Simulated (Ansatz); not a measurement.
# MoS: energy above given cell and pressure against volume ratio

All results are calculated (Ansatz 0.2.0). Plane-wave density functional theory, PAW datasets, Gaussian smearing 0.05 eV: equation of state, the given cell scaled in volume with shape and atoms relaxed at each volume.

The cell before it is scaled or strained (space group Pm-3m, No. 221):
```
MoS
1.0
      2.9692     0.0000     0.0000
      0.0000     2.9692     0.0000
      0.0000     0.0000     2.9692
Mo S
1 1
Direct
  0.00000 0.00000 0.00000
  0.50000 0.50000 0.50000
```

Settings of every row: paw set soft_2; functional PBEsol; spin treatment collinear; moment partition spheres; spin axis none; wave cutoff 420 eV; k mesh 10x10x10; symmetry use detected.

Atom hubbard u: 0 on all atoms.

Limits: starting moments were lost; the cell comes from a prototype or a list of computed structures and needn't be the stable phase.

| row | volume ratio | V (Å³/atom) | energy above given cell (meV per atom) | pressure (GPa) |
| --- | --- | --- | --- | --- |
| 1 | 0.96 | 12.566 | 16.57 | 10.684 |
| 2 | 0.98 | 12.827 | 3.95 | 5.018 |
| 3 | 1 | 13.089 | 0 | -0.026 |
| 4 | 1.02 | 13.351 | ? | ? |
| 5 | 1.04 | 13.613 | 14.5 | -8.564 |

Question: what energy above given cell and pressure should row 4 give?

Worked fit of energy above given cell. Take u = (V_r/V)^(2/3) − 1 with V_r = 12.958 Å³ an atom, which is twice the finite (Eulerian) strain; such expansions in the strain, on which the Birch-Murnaghan equation of state is built, carry the rest volume and the bulk modulus. The shown rows have u = 0.02069, 0.0068, -0.00668, -0.03234. Least squares give energy above given cell = 0.958 + 296.25 × u + 22114.8 × u² meV per atom; a straight line predicts inner rows, each left out in turn, worse (root mean square 9.7 against 0.09 meV per atom). The rows lie off it by 0.02, -0.05, 0.03, -0.01 (root mean square 0.031 meV per atom). Its lowest point lies at u = -0.0067, or V = 13.09 Å³ an atom, and the curvature there gives the bulk modulus with shape and atoms relaxed, B = (4/9)(1 + u)² E″(u)/V = 237 GPa. The withheld row has u = -0.01972, so the fit gives 0.958 + 296.25 × (-0.01972) + 22114.8 × (-0.01972)² = 3.72 meV per atom.

The calculation gave 3.78 meV per atom. The fit lies 0.06 meV per atom (1.6 % of the value, 0.36 % of the column's range) below it; its largest miss of a shown row is 0.05 meV per atom.

Worked fit of pressure. Take u = (V_r/V)^(2/3) − 1 with V_r = 12.958 Å³ an atom, which is twice the finite (Eulerian) strain; such expansions in the strain, on which the Birch-Murnaghan equation of state is built, carry the rest volume and the bulk modulus. The shown rows have u = 0.02069, 0.0068, -0.00668, -0.03234. Least squares give pressure = 2.4242 + 375.854 × u + 1117.5 × u² GPa; a straight line predicts inner rows, each left out in turn, worse (root mean square 0.49 against 0.028 GPa). The rows lie off it by 0.005, -0.014, 0.011, -0.002 (root mean square 0.0093 GPa). The pressure vanishes at u = -0.0066, or V = 13.09 Å³ an atom, and there the bulk modulus with shape and atoms relaxed is B = −V dP/dV = (2/3)(1 + u) dP/du = 239 GPa. The withheld row has u = -0.01972, so the fit gives 2.4242 + 375.854 × (-0.01972) + 1117.5 × (-0.01972)² = -4.553 GPa.

The calculation gave -4.532 GPa. The fit lies 0.021 GPa (0.11 % of the column's range) below it; its largest miss of a shown row is 0.014 GPa.
